Whether a silicon NMR spectrum of this disilane is worth measuring to learn how its chain is folded depends on two quantities: how far folding moves a signal, and how much of that movement survives averaging. The molecule carries a methyl ester at one end of an Si–Si bond and a formyl group at the other. C1 is the methyl carbon, C3 the ester carbon and C7 the formyl carbon; Si5 sits next to the ester and Si6 next to the formyl group. Each hydrogen bears the number of the atom that carries it, and a larger shift means weaker shielding.

GIAO shifts of CH3OC(=O)SiH2SiH2CHO relative to TMS, computed with PySCF 2.14.0 and tblite 0.8.0 at the B97-2/pcSseg-1 level in tetrahydrofuran on GFN2-xTB geometries. Averages run over all conformers kept, with Boltzmann weights at 298.15 K from B3LYP-D3(BJ)/def2-SVP energies in tetrahydrofuran and GFN2-xTB free-energy terms.

| atom | nucleus | count | shift in conformer 1 (ppm) | shift in conformer 2 (ppm) | shift in conformer 3 (ppm) | averaged shift (ppm) |
| --- | --- | --- | --- | --- | --- | --- |
| 1 | 13C | 1 | 52.30 | 54.40 | 49.90 | 52.50 |
| 3 | 13C | 1 | 186.20 | 191.00 | 188.60 | 186.80 |
| 5 | 29Si | 1 | -81.80 | -83.20 | -71.50 | -81.80 |
| 6 | 29Si | 1 | -73.70 | -74.40 | -63.90 | -73.60 |
| 7 | 13C | 1 | 249.40 | 250.60 | 252.10 | 249.60 |
| 1 | 1H | 3 | 3.84 | 4.10 | 4.20 | 3.88 |
| 5 | 1H | 2 | 4.12 | 4.18 | 4.44 | 4.13 |
| 6 | 1H | 2 | 4.34 | 4.36 | 4.52 | 4.35 |
| 7 | 1H | 1 | 12.31 | 12.22 | 12.23 | 12.30 |

Conformers 1 and 2 are folded about the Si–Si bond, while 3 is a stretched chain with its heavy atoms in one plane. A conformer and its mirror image have the same shifts, so 2 may be replaced by its mirror image, which then differs from 1 mainly by roughly a half turn of the ester group. The step from 1 to 2 therefore shows what turning the ester does. The step from the mean of 1 and 2 to 3 shows what stretching the chain does, although it also brings both carbonyl groups into the plane of the chain and leaves the ester turned more nearly as in 2 than as in 1.

These two steps sort several of the signals. Stretching moves Si5 and Si6 downfield by 11 and 10 ppm, whereas turning the ester moves them by only 1.4 and 0.7 ppm. Their hydrogens follow the same pattern on a much smaller scale. The ester carbon behaves differently: it moves by 4.8 ppm when the ester turns. Its value in the stretched chain lies midway between the two folded ones, but that does not mean that stretching leaves it alone. The ester of conformer 3 is turned more nearly as in 2, and yet C3 lies 2.4 ppm upfield of its value there. The other two carbons, C1 and C7, respond to both steps.

The shift of a carbon or silicon nucleus responds to the electrons close to it, above all to how easily a magnetic field mixes occupied with empty orbitals. Such mixing usually weakens the shielding, and it grows as the energy gap between these orbitals shrinks. Stretching the chain changes how the bonds on the two silicons line up across the Si–Si bond, which may alter these gaps just where the silicon nuclei sit. That is a plausible cause of the large silicon response, and so is the loss of close contact between the two end groups. The shifts alone cannot tell these causes apart.

The familiar gamma-gauche rule gives only part of the picture. It says that a carbon moves upfield when the chain folds it towards a group three bonds away, as C3 and C7 are folded towards each other here. C7 obeys in both folded forms, lying 2.7 and 1.5 ppm upfield of its value in the stretched chain. C3 obeys in conformer 1 but lies 2.4 ppm downfield in conformer 2. The rule thus fails for C3 in the folded form whose ester is turned more nearly as in the stretched chain, so its apparent success in conformer 1 may come from the turn of the ester and not from the fold.

The largest contrast between the carbonyl carbons has little to do with shape: C7 lies about 60 ppm downfield of C3 in every conformer. Standard theory traces this to the excitation from the oxygen lone pair to the empty π* orbital of the carbonyl group. In an ester, the second oxygen donates electrons and raises π*, which widens the gap. A formyl group on silicon has no such donor and an unusually small gap, so its carbon is strongly deshielded.

What a spectrum shows depends on how fast the conformers interchange. If they were frozen, folded and stretched chains would give silicon signals some 10 ppm apart. Rotation about an Si–Si bond is easy, however, so one normally sees the average, in which each minor conformer pulls the signal away from conformer 1 by its weight times its difference in shift. For Si5, conformer 2 pulls by 0.116 × (−1.4) = −0.16 ppm and conformer 3 by 0.018 × 10.3 = +0.19 ppm. The two nearly cancel, so the nucleus with one of the widest spreads has an average equal to its value in conformer 1. The averages were built in this way, so this arithmetic explains them but does not test them.

The weights themselves are less certain than the averages suggest, since the small basis set used for the energies may favour folded forms, one conformer is not a confirmed minimum, and the search may have missed a further conformer. The output below shows what happens if one minor conformer is made 1 kcal/mol more stable. For conformer 3 the share rises from 2 to 9 %, yet Si5 moves by only 0.8 ppm. The same change for conformer 2 raises its share from 12 to 42 % and moves C3 by 1.4 ppm. The most sensitive nucleus is thus not always the one whose average is most at risk; the population that can shift counts as well.

Even a complete change from folded to stretched chains would move the silicon signals by about 10 ppm, while computed absolute silicon shifts can be wrong by tens of ppm. Agreement between one measured silicon shift and the computed average would therefore not prove that the chain is folded. Before reading a shape from an averaged shift, multiply the difference between the conformers by the change in population that is in doubt, and compare the product with the error of the absolute shift.

Printed output of the fit:

```
Response to ester turn and to fold in ppm:
  row  2 less 1  3 less mean of 1 and 2  size ratio fold to turn  1 less 3  2 less 3
    1       2.1                   -3.45                    1.643       2.4       4.5
    3       4.8                       0                        0      -2.4       2.4
    5      -1.4                      11                    7.857     -10.3     -11.7
    6      -0.7                   10.15                     14.5      -9.8     -10.5
    7       1.2                     2.1                     1.75      -2.7      -1.5
    1      0.26                    0.23                   0.8846     -0.36      -0.1
    5      0.06                    0.29                    4.833     -0.32     -0.26
    6      0.02                    0.17                      8.5     -0.18     -0.16
    7     -0.09                  -0.035                   0.3889      0.08     -0.01
Pulls on the average in ppm:
  row  pull of 2  pull of 3  change if 2 is 1 kcal/mol lower  change if 3 is 1 kcal/mol lower
    1     0.2436    -0.0432                           0.6427                          -0.1911
    3     0.5568     0.0432                            1.421                           0.1323
    5    -0.1624     0.1854                          -0.4814                           0.7554
    6    -0.0812     0.1764                           -0.269                           0.7134
    7     0.1392     0.0486                           0.3424                           0.1847
    1    0.03016    0.00648                          0.07556                          0.02377
    5    0.00696    0.00576                            0.016                          0.02259
    6    0.00232    0.00324                         0.004885                          0.01282
    7   -0.01044   -0.00144                         -0.02643                        -0.005007
Ester turn between conformer 1 and the mirror image of 2 (degrees): 156
Smallest fold to turn ratio on the Si-Si unit: 4.833
Largest fold to turn ratio elsewhere: 1.75
C7 less C3 in conformer 1 (ppm): 63.2
C7 less C3 in conformer 2 (ppm): 59.6
C7 less C3 in conformer 3 (ppm): 63.5
Si6 less Si5 in conformer 1 (ppm): 8.1
Si6 less Si5 in conformer 2 (ppm): 8.8
Si6 less Si5 in conformer 3 (ppm): 7.6
Free energy of 2 above 1 from the weights (kcal/mol): 1.191
Free energy of 3 above 1 from the weights (kcal/mol): 2.295
Share of 2 if it is 1 kcal/mol lower (percent): 41.51
Share of 3 if it is 1 kcal/mol lower (percent): 9.018
```
